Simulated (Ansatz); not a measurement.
# CeO₂: phonon entropy and phonon heat capacity against temperature

All results are calculated (Ansatz 0.2.0). Plane-wave density functional theory, PAW datasets, Gaussian smearing 0.05 eV: harmonic lattice thermodynamics at fixed volume from displacements in the supercell given; kB is Boltzmann's constant.

Structure of every row (space group P-3m1, No. 164):
```
CeO2
1.0
      3.5821     0.0000     0.0000
     -1.7911     3.1022     0.0000
      0.0000     0.0000     5.1465
Ce O
1 2
Direct
  0.00000 0.00000 0.00000
  0.33330 0.66670 0.17320
  0.66670 0.33330 0.82680
```

Settings of every row: paw set soft_2; functional PBEsol; spin treatment none; moment partition spheres; spin axis none; wave cutoff 420 eV; SCF start atoms; lower state search light; symmetry use detected; k mesh of unit cell 9x9x6; supercell 3x3x2.

Atom first moment, atom hubbard u: 0 on all atoms.

Limits: no dispersion term, layers or molecules are underbound; the cell comes from a prototype or a list of computed structures and needn't be the stable phase.

```
row  temperature (K)  phonon entropy (kB per atom)  phonon heat capacity (kB per atom)  phonon free energy (meV per atom)
  1              200                             ?                                   ?                                  ?
  2              300                          2.98                               2.503                              14.91
  3              400                          3.73                               2.698                             -14.12
  4              500                         4.345                               2.799                                -49
  5              600                          4.86                               2.857                             -88.72
  6              700                         5.304                               2.893                            -132.56
  7              800                         5.692                               2.917                            -179.97
  8              900                         6.036                               2.934                            -230.53
  9             1000                         6.346                               2.946                             -283.9
```

Question: what phonon entropy and phonon heat capacity should row 1 give?

Worked fit of phonon entropy. Entropy rises as the heat capacity times the change of ln T, so take t = ln(T / 300 K). The shown rows have t = 0, 0.2877, 0.5108, 0.6931, 0.8473, 0.9808, 1.0986, 1.204. Least squares give phonon entropy = 2.9757 + 2.59866 × t + 0.16993 × t² kB per atom; a straight line predicts inner rows, each left out in turn, worse (root mean square 0.022 against 0.0055 kB per atom). The rows lie off it by 0.004, -0.007, -0.002, 0.002, 0.004, 0.004, 0.000, -0.005 (root mean square 0.004 kB per atom), a smooth pattern that one more power would take up: the form is only approximate. The withheld row has t = -0.4055, so the fit gives 2.9757 + 2.59866 × (-0.4055) + 0.16993 × (-0.4055)² = 1.950 kB per atom.

The calculation gave 2.046 kB per atom. The fit lies 0.096 kB per atom (4.7 % of the value, 2.2 % of the column's range) below it; its largest miss of a shown row is 0.007 kB per atom. This row lies beyond the range of the fit.

Worked fit of phonon heat capacity. At high temperature a harmonic heat capacity falls short of its limit by a term in 1/T², so take t = (100 K / T)². The shown rows have t = 0.11111, 0.0625, 0.04, 0.02778, 0.02041, 0.01562, 0.01235, 0.01. Least squares give phonon heat capacity = 2.9974 − 5.2426 × t + 7.145 × t² kB per atom; a straight line predicts inner rows, each left out in turn, worse (root mean square 0.0074 against 0.00044 kB per atom). All shown rows lie on it to the printed digit. The constant, 2.9974 kB per atom, is to be held against the harmonic limit of 3 k_B an atom. The withheld row has t = 0.25, so the fit gives 2.9974 − 5.2426 × (0.25) + 7.145 × (0.25)² = 2.133 kB per atom.

The calculation gave 2.077 kB per atom. The fit lies 0.056 kB per atom (2.7 % of the value, 6.4 % of the column's range) above it; its largest miss of a shown row is 0.000 kB per atom. This row lies beyond the range of the fit.

The other values of row 1: phonon free energy 36.71 meV per atom.
